# Constraint counting in vitreous SiO₂

A frame of $N$ atoms in $d$ dimensions has $dN$ displacements $u$ and $N_c$ constraints whose linear changes are $e = Cu$. Zero modes are the kernel of $C$, and states of self-stress are the kernel of $C^T$. Hence $N_0 = dN - \mathrm{rank}\,C$ and $N_{ss} = N_c - \mathrm{rank}\,C$, and

$$N_0 - N_{ss} = dN - N_c ,$$

which is Maxwell's count (1864) in Calladine's form (1978). $N_0$ includes the rigid-body motions, negligible for large $N$. Central forces with coordination $z$ give $N_c = zN/2$, so the right side vanishes at the isostatic value $z = 2d$.

We use $f = (N_0 - N_{ss})/3N$. It equals the floppy-mode fraction only when $N_{ss} = 0$ and is otherwise a lower bound; $f<0$ means redundant constraints.

In a covalent network an $r$-fold atom owns $r/2$ bond stretches. Its $r$ bond directions need $2r$ angles, of which 3 only rotate the whole set, leaving $2r-3$ bends ($r \ge 2$, bonds not collinear). Averaging gives

$$f = \frac{3 - \langle r\rangle/2 - (2\langle r\rangle - 3)}{3} = 2 - \frac{5\langle r\rangle}{6},$$

which is zero at the Phillips–Thorpe threshold $\langle r\rangle = 2.4$. What happens in silica if the O–Si–O angles hold but the Si–O–Si angle is a free hinge?

## Hand estimate

One 4-fold Si and two 2-fold O give $\langle r\rangle \approx 2.7$. With every angle intact, $f \approx 2 - 5(2.7)/6 = -0.25$, which is overconstrained. An average atom carries $2(2.7) - 3 = 2.4$ bends. Oxygen is two thirds of the atoms, so freeing its angles should remove about 1.6 constraints per atom and raise $f$ by $1.6/3 = 0.53$. The estimate is $f \approx +0.28$, a distinctly floppy network.

## Careful count

**Silicon has five bends, not six.** Four unit vectors in 3D are linearly dependent, so $\det[\cos\theta_{ij}] = 0$ (with $\theta_{ii}=0$). Linearised at the regular tetrahedron this reads $\sum_{i<j}\delta\theta_{ij} = 0$. An isolated SiO₄ with 4 stretches and all 6 angles has $3N - N_c = 15 - 10 = 5$, made up of $N_0 = 6$ rigid motions and $N_{ss} = 1$; the rank is 9.

**Two corrections to the mean formula.** A one-fold atom has no bend, while $2r-3$ assigns it $-1$, so a fraction $x_1$ of such atoms adds back $x_1$ constraints per atom. If two-fold oxygens form a fraction $x_2$ of the atoms and only a share $p$ of them keeps its bend, $(1-p)x_2$ constraints are lost. Then

$$f = 2 - \frac{5\langle r\rangle}{6} - \frac{x_1}{3} + \frac{(1-p)x_2}{3}, \qquad \langle r\rangle_c = 2.4 - 0.4x_1 + 0.4(1-p)x_2 .$$

**Fully connected silica**, per SiO₂ unit with 9 degrees of freedom:

| site | number | $r$ | stretches | bends |
|---|---|---|---|---|
| Si | 1 | 4 | 2 | 5 |
| O | 2 | 2 | 2 | $2p$ |

The total is $9 + 2p$, so $f = -2p/9$. Intact oxygen angles give 11 constraints, 3.67 per atom, and $f = -0.222$. For $p = 0$ there are 9 constraints and $f = 0$. Equivalently, with $x_2 = 2/3$ the threshold moves to $2.4 + 0.267 = 2.667$, which is $\langle r\rangle = 8/3$ itself. A second route gives the same balance: a rigid tetrahedron has 6 degrees of freedom, and its 4 corners, each a joint of 3 constraints shared between two tetrahedra, supply $4 \cdot 3/2 = 6$.

**Cut bonds.** Break $m$ Si–O bonds per SiO₂, no oxygen twice and every Si left at least two-fold. Then $\langle r\rangle = (8-2m)/3$, $x_1 = m/3$, $x_2 = (2-m)/3$, and

$$f = \frac{(3+p)m - 2p}{9}.$$

With $p = 1$ the network reaches the threshold only at $m = 0.5$, or 12.5% of the bonds. With $p = 0$ there is no reserve, and each cut raises $N_0 - N_{ss}$ by 3.

## Why the two differ

The unrounded arithmetic of the estimate gives 0.283 against 0. Nearly all of this comes from giving oxygen the bends of the average atom. The baseline formula is linear in $r$, so using $\langle r\rangle$ there is exact. Removing constraints from one species is a different operation and needs that species' own $r$. Oxygen has $2(2)-3 = 1$ bend, whereas the average atom has $7/3 = 2.33$. The spurious rise of $f$ is

$$\frac{x_2}{3}\left[(2\langle r\rangle - 3) - 1\right] = \frac{2x_2(\langle r\rangle - 2)}{3} = \frac{8}{27} = 0.296 .$$

Oxygen is 67% of the atoms but holds 2 of the 7 bends per unit, or 29%; the angular rigidity sits on silicon. Rounding $8/3$ up to 2.7 accounts for the rest. The estimate $2 - 5\langle r\rangle/6 + (2/9)(2\langle r\rangle - 3)$ has slope $-7/18 = -0.389$, and a shift of 0.033 contributes $-0.013$. Together, $0.296 - 0.013 = 0.283$. The error is larger than the 0.222 excess of the intact network, which is why the estimate carries silica well past the threshold when the true loss only brings it there.

## What $f = 0$ does and does not say

It states $N_0 = N_{ss}$ up to terms not extensive in $N$; it does not state that both vanish. Stressed and floppy regions, or special geometry, can supply equal numbers of each.

"Broken" is also an idealisation. Take typical angular spreads of about 12° for Si–O–Si and 5° for O–Si–O, and suppose both froze in at one temperature with $k_\theta\sigma^2 \approx k_BT$ for a harmonic bend energy $\tfrac12 k_\theta\,\delta\theta^2$. The oxygen bend is then about $(5/12)^2 \approx 0.17$ times as stiff as a silicon bend: weak, not absent. At an exact balance such a term matters, since counting it or not spans the whole range $-0.222 \le f \le 0$. The isostatic result is the model's. In mean-field rigidity theory the shear modulus vanishes at the threshold, whereas that of silica glass is typically about 30 GPa, so the $p=0$ model falls short by the whole modulus. The stiffness comes from interactions the count drops, among them the residual oxygen bend and longer-range forces.